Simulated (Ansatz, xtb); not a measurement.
## H8N2Si2Sn: which of two isomers lies lower

Structure X: `[SiH3][NH][Sn][NH][SiH3]`, a singlet. Structure Y: `[SiH3]N[SiH2][NH][SnH]`, a singlet. Both are isolated molecules in the gas phase, relaxed with PBE0-D4/def2-SVP, each in the lowest conformer that the search found.

Question: Estimate E(Y) − E(X) at the level CCSD(T)/def2-SVP + ΔMP2/def2-TZVPP.

Answer: Calculated at CCSD(T)/def2-SVP + ΔMP2/def2-TZVPP: E(Y) − E(X) = −4.81 kJ/mol, so structure Y lies lower.

The same difference at several levels:

```tsv
level	geometry	E(Y) − E(X) (kJ/mol)	departure from the last row (kJ/mol)	job, with rough time for the two
PBE0-D4/def2-SVP	PBE0-D4/def2-SVP	−9.77	−4.96	optimisation, 2.8 min
HF/def2-SVP	PBE0-D4/def2-SVP	−20.95	−16.15	part of the CCSD(T) run
MP2/def2-SVP	PBE0-D4/def2-SVP	−3.09	+1.71	part of the CCSD(T) run
CCSD(T)/def2-SVP	PBE0-D4/def2-SVP	−6.84	−2.03	single point
CCSD(T)/def2-SVP + ΔMP2/def2-TZVPP	PBE0-D4/def2-SVP	−4.81		single point, 72 s
```

As drawn, Y has 1 N–Si, 1 Sn–H in place of 1 N–Sn, 1 Si–H.

None of the levels shown reverses the order. The largest departure from CCSD(T)/def2-SVP + ΔMP2/def2-TZVPP is that of HF/def2-SVP, 16.15 kJ/mol. A small imaginary or near-zero mode remains, so no thermal terms are given. Levels run at GFN2-xTB geometries aren't shown. The last row adds to CCSD(T) the change of the MP2 difference between the two basis sets, here +2.03 kJ/mol.

The correlated steps freeze 16 core orbitals; the filled d shell of Sn is correlated, in a basis made for valence electrons. Atoms past krypton carry core potentials in the def2 sets and no spin–orbit term is included. Run with Ansatz 0.2.0, xtb 6.7.1; the last row on 2 threads of Intel(R) Xeon(R) Platinum 8488C (Sapphire Rapids) on a shared host.

Y is favoured only slightly, as expected for an exchange whose bond terms largely cancel. Both isomers are divalent tin species, stannylenes with a lone pair and a formally empty 5p orbital on Sn. Moving hydrogen from silicon to tin gives up a strong Si–H bond for a weaker Sn–H bond, while replacing N–Sn by N–Si gains a strong, polar bond. Y's lead suggests that the second effect narrowly prevails, even though X has two amido groups able to donate π density into the empty tin orbital and Y has only one.

Electron correlation works in favour of X: Hartree–Fock puts Y lower by 20.95 kJ/mol, CCSD(T) in the same basis by only 6.84 kJ/mol. Probably the closer contact of nitrogen lone pairs with the tin centre in X brings more correlation energy. MP2 overshoots this correction, and the larger basis shifts the balance further towards X. The preference for Y is therefore tentative, since the remaining basis-set error could still matter on the scale of so small a gap.
